## Question

A single bond to hydrogen is worth a few electronvolts, and so is lifting an outer electron of a beryllium atom from an s to a p orbital. Beryllium hydride, BeH, has three outer electrons, and both energies matter for its lowest excited states. The table gives full configuration interaction energies with the nuclei held in place. Multiplicity 2 (a doublet) means one unpaired electron's worth of spin, and multiplicity 4 (a quartet) means three parallel spins.

The four lowest doublet and two lowest quartet states of neutral BeH, calculated with Ansatz 0.2.0 by full configuration interaction in the cc-pVQZ basis, with the Be 1s core frozen. All states are at the PBE0/def2-TZVP geometry, with a bond length of 1.36 Å, and the irreps are those of the point group C2v.

```csv
row,state multiplicity,state irrep,energy above the lowest state (eV)
1,2,A1,0.000
2,2,B1,2.515
3,2,B2,2.515
4,2,A1,5.614
5,4,B2,5.822
6,4,B1,5.822
```

The labels A1, B1 and B2 describe how a state behaves under reflection. In a linear molecule a B1 and a B2 state of equal energy and equal spin are two components of one level, which for low-lying states such as these is a Π level. The table therefore holds a doublet Π level and a quartet Π level.

Three explanations are offered for their positions:

- **Hund's rule.** Parallel spins keep electrons apart, so the order of the levels follows from their spins.
- **Orbital ladder.** Each excitation costs the gap between the orbital that the electron leaves and the one that it enters.
- **Bond pairing.** The order depends on whether the hydrogen electron can pair with a beryllium electron.

For the orbital ladder, use the levels from the restricted open-shell reference calculation of the ground state. They are -12.8 eV for 2σ, which holds two electrons, -3.0 eV for 3σ, which holds one, and +1.4 eV for the empty 1π pair.

(a) What does each explanation predict for the two Π levels? (b) Which one do the numbers support? Take 2.2 eV as a rough recalled bond energy of BeH and 2.7 eV as the rough recalled cost of lifting Be from its ground state to the triplet with one 2s and one 2p electron.

## Model answer

**Hund's rule.** Applied to the two Π levels, the rule puts the quartet below the doublet. The calculation puts it 3.3 eV above, so this explanation fails in sign, by an amount as large as a chemical bond. The rule itself is sound, but it has been used outside its range. It compares states that fill the same orbitals in the same way, and on the usual assignment these two levels do not.

In that assignment the ground state has two electrons in the bonding orbital 2σ and one in 3σ, which sits mainly on beryllium. The doublet Π level moves the 3σ electron into 1π, a beryllium 2p orbital at right angles to the bond, and leaves the bonding pair alone. The quartet needs three singly occupied orbitals, so it must open that pair and place one electron in each of 2σ, 3σ and 1π. The assignment rests on standard theory; the energies alone do not prove it.

**Orbital ladder.** This picture gets the order right, because 2σ lies far below 3σ. It fails on the size. With the levels given in the question, the doublet should cost the gap from 3σ to 1π, 1.4 + 3.0 = 4.4 eV, and the quartet the gap from 2σ to 1π, 1.4 + 12.8 = 14.2 eV. The full calculation gives 2.5 and 5.8 eV. The quartet is the firmer test, because the level of the half-filled 3σ depends on how it is defined.

The reason is that the level of an empty orbital describes an electron added to the complete molecule. An excited electron instead sees a molecule with a hole in it, and is attracted to that hole. Two opposite unit charges 1.7 Å apart attract each other by 8.4 eV, which is the amount by which the ladder overshoots for the quartet. The distance was chosen to match the error, but it is of molecular size, so the attraction can plausibly be a large part of it. Its share was not calculated; exchange, correlation and the reshaping of the orbitals also contribute.

**Bond pairing.** Take the molecule apart and put it together again. First break the bond, at a cost $D$. Then lift the free beryllium atom to its 2s2p triplet, at a cost $P$. The separated atoms now lie above the ground state of BeH by

$$E_{\mathrm{limit}} = D + P \approx 2.2 + 2.7 = 4.9\ \text{eV}.$$

The triplet beryllium atom carries two parallel spins and hydrogen carries one. When hydrogen returns, the three spins can combine to a doublet or to a quartet. Both Π levels can thus be built from the same two atoms, and they differ in how the hydrogen spin is coupled to those on beryllium.

In the doublet, the hydrogen electron can pair with the beryllium 2s electron, whose orbital leans towards hydrogen by mixing with the 2p orbital along the bond. The two share the region between the nuclei, and a bond forms. The 2p electron at right angles looks on. This level should lie below the limit by about the energy of a bond, and it does: $2.5 - 4.9 = -2.4$ eV. Because $D$ is itself part of the limit, the closeness to 2.2 eV says only that the excitation costs about as much in the molecule as $P$ does in the free atom, 2.5 against 2.7 eV. That is what one expects if the bond stays intact.

In the quartet all three spins are parallel, and the Pauli principle forbids two such electrons to share one orbital. The hydrogen electron and its would-be partner must avoid each other just where a bond would hold them together. At the bond length of the molecule this should give little binding or outright repulsion. The result is $5.8 - 4.9 = +0.9$ eV, on the repulsive side of the limit.

The numbers therefore favour bond pairing. It expects one level well below the limit and the other near or above it, as found, and it explains why the distance between them has the size of a bond energy. No row of the table was used to set $D$ or $P$. The printed output after this text compares the ladder and the atomic limit with the calculated energies.

## Remarks on the reasoning

**Why Hund's rule tempts.** In a free beryllium atom it works well: the 2s2p triplet lies roughly 2.6 eV below the singlet with the same orbitals occupied. There the two orbitals belong to one atom and do not overlap in the sense that matters for bonding, so parallel spins lower the energy and sacrifice no bond. Between beryllium and hydrogen the orbitals do overlap, and pairing wins. Theory adds that the bond in the doublet partly undoes the parallel coupling inside the beryllium atom, so Hund's preference is still at work but is outbid.

**How far to trust the limit.** An error of 0.1 eV in either recalled value would leave both signs unchanged. The remainder of 0.9 eV should still be read only as "about one electronvolt of repulsion". It holds at one distance between the nuclei. Whether the quartet has a shallow minimum further out is a different question, which needs energies at longer distances.

**An agreement that earns no marks.** The second A1 doublet, at 5.6 eV, is the excited row that the ladder reproduces best, to 0.3 eV, if the electron is assumed to move from 3σ to the next σ orbital. That assignment is a guess. The 3σ level is also partly a matter of convention: in a restricted open-shell calculation the level of a half-filled orbital depends on how it is defined, and it need not equal the cost of removing the electron. The smaller misses of the doublet rows in the output are therefore no proof that the ladder works better there. The state may also be a diffuse one, with an electron far from the nuclei, and the basis has no functions designed for that; its energy would then be too high. A good match with an uncertain state should not rescue a picture that misses the quartet by more than 8 eV.

**What carries over.** To place a high-spin state, ask which pair of electrons has to be opened. In BeH it is the bonding pair, and the price is high. In the related hydride CH, carbon also has a non-bonding pair; opening that one gives three parallel spins with the bond intact, and the lowest quartet is known to lie less than about 1 eV above the ground state.

The analysis program printed:

```
Quartet Pi minus doublet Pi, eV: 3.307
Quartet Pi minus second A1 doublet, eV: 0.208
Orbital ladder against full CI, eV:
  row  full_CI  ladder  ladder_miss
    1        0       0            0
    2    2.515   4.422        1.907
    3    2.515   4.422        1.907
    4    5.614   5.914       0.2996
    5    5.822   14.19        8.364
    6    5.822   14.19        8.364
Ladder gap for the quartet divided by full CI energy: 2.437
Distance at which two unit charges attract by the quartet miss, angstrom: 1.722
Rough limit Be(triplet) + H above the BeH ground state, eV: 4.9
Doublet Pi minus this limit, rough, eV: -2.385
Quartet Pi minus this limit, rough, eV: 0.922
Be atom 2s2p singlet minus triplet, rough recalled, eV: 2.6
```
